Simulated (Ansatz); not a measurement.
# Pressure, energy and Kohn-Sham gap of amorphous 65GeO2-35La2O3 (mol %) between 10 % compression and 6 % expansion in PBE

A glass film or a sealed optical element is rarely free of stress: a substrate or mount that expands differently holds it at a volume it would not choose. For lanthanum germanate glass, of interest for infrared optics and as an insulating layer, we need to know how much stress a given volume change costs and whether the gap moves with it. We take one 96-atom model of amorphous 65GeO2-35La2O3 (mol %), scale its volume evenly and relax the atoms at each fixed cell with PBE. Volume changes and energies are counted from the relaxed cell. Pressure is positive under compression, and the gap is the Kohn-Sham gap at Γ.

## Computational details

One cell of 96 atoms, La18Ge17O61 in reduced formula. Start: 96 atoms (17 Ge, 18 Nd, 61 O) placed at random at 5.25 g/cm³, melted at 5000 K for 10 ps at fixed volume with the Morse and Coulomb pair potential with partial charges (Pedone, Malavasi, Menziani, Cormack and Segre, J. Phys. Chem. B 110, 11780 (2006)). Quenched from 5000 K to 300 K at 20 K/ps and fixed volume, held 10 ps at zero pressure, then minimised at fixed cell. Then Nd was replaced by La and the cell scaled by 1.016 (the potential has no terms for the new elements, so the cell is a start for a DFT relaxation). Cell and atoms were then relaxed in DFT. From that cell the volume was scaled evenly and the atoms were relaxed again at each fixed cell. Ansatz 0.2.0: Kohn-Sham DFT with PBE, PAW potentials, plane waves to 420 eV, k-points Γ alone, no spin polarisation, no spin-orbit coupling. Occupations: Gaussian smearing of 0.05 eV. The cutoff and the k-mesh are held, so the number of plane waves changes with the volume. In the run that the rows count from, the cell has a density of 4.94 g/cm³, a pressure of -0.0 GPa and a spacing of 2.96 eV between highest filled and lowest empty level, and its k-points sample 11 Å along the shortest periodic direction.

Notes on method and selection:

- The gap is read on the run's k-points alone; rows whose frontier levels are partly filled show none.
- Semilocal functionals tend to put gaps under measured ones.
- In disordered cells the gap varies from sample to sample, and tail or defect states can set it.
- Spin-orbit coupling is left out, which matters for the levels of the heavy elements.
- Cells made by classical potentials are single samples, quenched or equilibrated over picoseconds, then relaxed in DFT to a nearby minimum.
- In a glass, relaxing at another volume can switch bonds, so the points needn't lie on one elastic curve.
- All values are for 0 K, without vibrations.
- Where atoms are relaxed at each volume, a cell can fall into another minimum, and loose force tolerances leave some of the strain unrelaxed.
- Series whose pressures fit the equation of state badly weren't written up.
- Runs that did not converge, have known faults or may not be shown are not listed, and runs on Ansatz's PAW sets soft_1 and soft_2 are kept to separate tables.

Columns:

- volume change (%): change of the cell's volume from the relaxed cell, all three axes scaled alike.
- volume (Å³/atom): volume per atom.
- pressure (GPa): pressure, a third of the trace of the stress, positive under compression, without a kinetic term.
- energy (meV/atom): free energy per atom less that of the relaxed cell.
- gap (eV): Kohn-Sham gap: lowest empty less highest filled level over the k-points of the run.

## Data

| member | volume change (%) | volume (Å³/atom) | pressure (GPa) | energy (meV/atom) | gap (eV) |
| --- | --- | --- | --- | --- | --- |
| −10 % | −10 | 14.8427 | 6.405 | 33.077 | 2.897 |
| −6 % | −6 | 15.5024 | 3.984 | 12.037 | 2.977 |
| −3 % | −3 | 15.9972 | 1.921 | 2.845 | 2.969 |
| relaxed cell | 0 | 16.4919 | −0.001 | 0.000 | 2.956 |
| +3 % | 3 | 16.9867 | ? | ? | ? |
| +6 % | 6 | 17.4814 | −2.737 | 9.079 | 2.978 |

Cells marked ? are withheld until the estimate has been made.

Least-squares fits to the members shown, with x = volume change (%); R² and errors in the fitted variable (y, or ln y where the fit is in ln y):

| y | members | fit | R² | rms residual | leave-one-out rms | the same for the mean of the others |
| --- | --- | --- | --- | --- | --- | --- |
| pressure (GPa) | 5 | y = 0.1859 − 0.5472 x + 0.008446 x² | 1.00 | 0.14 | 0.81 | 3.9 |
| energy (meV/atom) | 5 | y = −0.4167 − 0.2519 x + 0.3085 x² | 1.00 | 0.24 | 1.3 | 15 |

## Interpretation

The pressure falls at every step from −10 % to +6 %, and the glass resists compression more than stretching. Between −3 % and the relaxed cell the pressure changes by (1.921 + 0.001) / 3 = 0.641 GPa per percent of volume; between the relaxed cell and +6 % it changes by (2.737 − 0.001) / 6 = 0.456 GPa per percent. The energy shows the same asymmetry: 6 % of compression costs 12.037 / 9.079 = 1.33 times as much as 6 % of expansion.

This is the usual anharmonicity of bonded solids. Squeezing pushes ions into the steep repulsive part of their interaction, while stretching moves them to where the restoring force weakens. With 61 O for 17 Ge, few oxygens need to bridge two germanium atoms. Part of the volume change can therefore be taken up by turning the Ge–O polyhedra and shifting oxygen around lanthanum, which costs less than changing Ge–O lengths. The columns hold no bond lengths or angles that would show the shares.

Stiffening does not continue to the strongest compression. The slope is (3.984 − 1.921) / 3 = 0.688 GPa per percent between −6 % and −3 %, but (6.405 − 3.984) / 4 = 0.605 between −10 % and −6 %. At −10 % some atoms moved much further during relaxation than at the other volumes, which points to a local rearrangement of the network. Such a change can relieve stress, so this point probably belongs to a different elastic branch.

The gap hardly responds. From −6 % to +6 % the values shown span 2.978 − 2.956 = 0.022 eV, without a steady direction. At −10 % the gap is 2.956 − 2.897 = 0.059 eV below that of the relaxed cell, and the rearrangement may have shifted a frontier level. In a single disordered sample one local state can set the gap, and PBE tends to place it below the measured one.

## Predicting the missing value

Plain estimates from the members shown:

- +3 %, fit at x = 3: −1.380 GPa
- +3 %, straight-line interpolation between relaxed cell and +6 %: w = (3 − 0) / (6 − 0) = 0.500, so −0.001 + 0.500 × (−2.737 − (−0.001)) = −1.369 GPa

Both plain estimates probably give too weak a tension at +3 %. The straight line ignores the softening on expansion, which makes the pressure curve sag below its chord. The quadratic fit is pulled by the rearranged −10 % cell and gives 0.1859 GPa at zero volume change, where the run gives −0.001 GPa.

We use the energies instead. At 0 K the mean pressure over a volume interval is $-\Delta E/\Delta V$, with 1 meV/Å³ = 0.1602 GPa. From the relaxed cell to +6 % this is −9.079 × 0.1602 / (17.4814 − 16.4919) = −1.470 GPa. Simpson's rule, $\bar P = (P_0 + 4P_3 + P_6)/6$, then gives the midpoint: (−6 × 1.470 + 0.001 + 2.737) / 4 = −1.52 GPa.

The same route can be tested between −6 % and the relaxed cell. The mean pressure there is 12.037 × 0.1602 / (16.4919 − 15.5024) = 1.949 GPa, and the midpoint is (6 × 1.949 − 3.984 + 0.001) / 4 = 1.93 GPa, against 1.921 GPa in the table at −3 %. One such agreement is too little to set the error. Over the three intervals on the compressed side, the energy-derived mean pressure differs from the average of the end pressures by 0.04, 0.02 and 0.09 GPa, an rms of about 0.06 GPa. Simpson's rule multiplies an error in the mean by 6 / 4, which gives 0.06 × 6 / 4 = 0.09 GPa. A bond switch between the relaxed cell and +6 % would break the assumption of a single elastic branch.

**Committed estimate, +3 %: pressure = −1.52 ± 0.09 GPa.**

## Outcome

| member | volume change (%) | volume (Å³/atom) | pressure (GPa) | energy (meV/atom) | gap (eV) |
| --- | --- | --- | --- | --- | --- |
| +3 % | 3 | 16.9867 | −1.531 | 2.423 | 2.967 |

| member | estimate | pressure (GPa) | computed | estimate − computed | miss in error bars |
| --- | --- | --- | --- | --- | --- |
| +3 % | committed | −1.520 | −1.531 | +0.011 | 0.1 |
| +3 % | fit | −1.380 | −1.531 | +0.151 |  |
| +3 % | interpolation | −1.369 | −1.531 | +0.162 |  |

The computed pressure at +3 % is −1.531 GPa. Our −1.52 ± 0.09 GPa misses it by 0.011 GPa, well inside the error bar, while the quadratic fit and the straight line miss by 0.151 and 0.162 GPa. Both plain estimates gave too weak a tension, as we had argued.

The softening on expansion is now resolved in two steps. The pressure changes by (1.531 − 0.001) / 3 = 0.510 GPa per percent up to +3 %, and by (2.737 − 1.531) / 3 = 0.402 from there to +6 %. The bond switch we had allowed for on this side has left no visible mark: energy and pressure both follow a smooth course through the new point.

Our error bar was probably too wide. It came from comparing energy-derived mean pressures with averages of the end pressures, and that difference contains the real curvature of the pressure curve as well as numerical error.

## Departures from the trend

Least-squares fits to the whole series, with x = volume change (%); R² and errors in the fitted variable (y, or ln y where the fit is in ln y):

| y | members | fit | R² | rms residual | leave-one-out rms | the same for the mean of the others |
| --- | --- | --- | --- | --- | --- | --- |
| pressure (GPa) | 6 | y = 0.1499 − 0.5507 x + 0.008605 x² | 1.00 | 0.13 | 0.47 | 3.8 |
| energy (meV/atom) | 6 | y = −0.2219 − 0.2333 x + 0.3077 x² | 1.00 | 0.36 | 1.1 | 13 |

Largest departures from the fit to the whole series:

| member | pressure (GPa) | fit | computed − fit | in rms residuals |
| --- | --- | --- | --- | --- |
| −6 % | 3.984 | 3.764 | +0.220 | 1.6 |
| relaxed cell | −0.001 | 0.150 | −0.151 | 1.1 |
| −10 % | 6.405 | 6.517 | −0.112 | 0.8 |
| +6 % | −2.737 | −2.845 | +0.108 | 0.8 |

No member lies further than 1.6 rms residuals from the quadratic fit, but the departures have a pattern that points to the −10 % cell. Continuing the slope between −6 % and −3 % in a straight line would give 3.984 + 4 × 0.688 = 6.74 GPa at −10 %, and the run gives 6.405 GPa. A local rearrangement that relieves stress has the right sign for this shortfall.

The fit bends too little as a result. It passes 0.220 GPa below the −6 % cell and 0.151 GPa above the relaxed cell, whose own pressure is the most certain of the series. At +6 % the computed tension is 0.108 GPa weaker than the fit, because the fitted curvature is too small to follow the softening on stretching. The loose self-consistency threshold at changed volume may add to these departures.

## Conclusions

Between −6 % and +6 % this sample stiffens under compression and softens under tension, and its gap stays within 0.022 eV. At +3 %, neighbouring energies and pressures together gave a better estimate of the pressure than the quadratic fit did, with a miss of 0.011 GPa against 0.151 GPa.

For practice, the slope across the relaxed cell gives a bulk modulus of 100 × (1.921 + 1.531) / 6 = 58 GPa. A volume misfit of 0.1 %, equal along all axes, therefore costs about 0.06 GPa, or 60 MPa.

For the gap, the error of PBE far exceeds the whole spread of the table, 2.978 − 2.897 = 0.081 eV: the measured gap is likely to be higher by an electronvolt or more. Another quench of the same composition could also shift the gap by more than these volume changes do, in either direction.
